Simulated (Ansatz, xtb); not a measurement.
**C5H6BrNSi: which of two isomers lies lower**

Structure a: `[SiH3]c1cccnc1Br`, a singlet. Structure b: `[SiH3]c1cccc(Br)n1`, a singlet. Both are isolated molecules in the gas phase, relaxed with PBE0-D3(BJ)/def2-SVP.

Quicker runs give these differences E(b) − E(a): GFN2-xTB +2.3 kcal/mol; HF/STO-3G +0.1 kcal/mol (at GFN2-xTB geometries); r2SCAN-D4/def2-SVP +2.5 kcal/mol (at GFN2-xTB geometries).

Problem. Estimate E(b) − E(a) at the level CCSD(T)/def2-SVP + ΔMP2/def2-TZVPP.

Solution. Calculated at CCSD(T)/def2-SVP + ΔMP2/def2-TZVPP: E(b) − E(a) = +2.6 kcal/mol, so structure a lies lower.

The same difference at several levels:

```json
{"level": "GFN2-xTB", "geometry": "GFN2-xTB", "E(b) − E(a) (kcal/mol)": "+2.3", "departure from the last row (kcal/mol)": "−0.3", "job, with rough time for the two": "optimisation, 0.7 s"}
{"level": "HF/STO-3G", "geometry": "GFN2-xTB", "E(b) − E(a) (kcal/mol)": "+0.1", "departure from the last row (kcal/mol)": "−2.5", "job, with rough time for the two": "single point, 4.5 s"}
{"level": "r2SCAN-D4/def2-SVP", "geometry": "GFN2-xTB", "E(b) − E(a) (kcal/mol)": "+2.5", "departure from the last row (kcal/mol)": "−0.1", "job, with rough time for the two": "single point, 22 s"}
{"level": "PBE0-D3(BJ)/def2-SVP", "geometry": "PBE0-D3(BJ)/def2-SVP", "E(b) − E(a) (kcal/mol)": "+2.9", "departure from the last row (kcal/mol)": "+0.4", "job, with rough time for the two": "optimisation, 4 min"}
{"level": "HF/def2-SVP", "geometry": "PBE0-D3(BJ)/def2-SVP", "E(b) − E(a) (kcal/mol)": "+1.4", "departure from the last row (kcal/mol)": "−1.2", "job, with rough time for the two": "part of the CCSD(T) run"}
{"level": "MP2/def2-SVP", "geometry": "PBE0-D3(BJ)/def2-SVP", "E(b) − E(a) (kcal/mol)": "+2.4", "departure from the last row (kcal/mol)": "−0.2", "job, with rough time for the two": "part of the CCSD(T) run"}
{"level": "CCSD(T)/def2-SVP", "geometry": "PBE0-D3(BJ)/def2-SVP", "E(b) − E(a) (kcal/mol)": "+2.3", "departure from the last row (kcal/mol)": "−0.3", "job, with rough time for the two": "single point"}
{"level": "CCSD(T)/def2-SVP + ΔMP2/def2-TZVPP", "geometry": "PBE0-D3(BJ)/def2-SVP", "E(b) − E(a) (kcal/mol)": "+2.6", "departure from the last row (kcal/mol)": "", "job, with rough time for the two": "single point, 12 min"}
```

As drawn, both hold the same kinds of bond in the same numbers.

HF/STO-3G finds them nearly level. The largest departure from CCSD(T)/def2-SVP + ΔMP2/def2-TZVPP is that of HF/STO-3G, 2.5 kcal/mol. A small imaginary or near-zero mode remains, so no thermal terms are given. The last row adds to CCSD(T) the change of the MP2 difference between the two basis sets, here +0.3 kcal/mol.

The correlated steps freeze 20 core orbitals; the filled d shell of Br is correlated, in a basis made for valence electrons. Codes used: Ansatz 0.2.0, xtb 6.7.1; the last row on 2 threads of AMD EPYC (Zen 3) on a shared host.

The 2-bromo-3-silylpyridine (a) lies below the 2-bromo-6-silylpyridine (b), even though it places the two substituents side by side. Bromine sits next to nitrogen in both, so the difference comes from moving the silyl group from a carbon beside nitrogen to one beside C–Br. Silicon is electropositive and leaves negative charge on its ring carbon. Next to nitrogen, that charge is probably disfavoured by repulsion with the in-plane lone pair, much as in the 2-pyridyl anion. In a, the long C–Si bond eases crowding, and attraction between bromine and the silyl group may help.

Every level gives the same sign, but Hartree–Fock in the def2-SVP basis recovers only +1.4 kcal/mol, against +2.4 with MP2. Correlation thus strengthens the preference, which suggests a dispersion contribution from the adjacent Br and SiH3 groups. Without an isomer in which silyl is remote from both nitrogen and bromine, the penalty at one site cannot be separated from the stabilisation at the other.
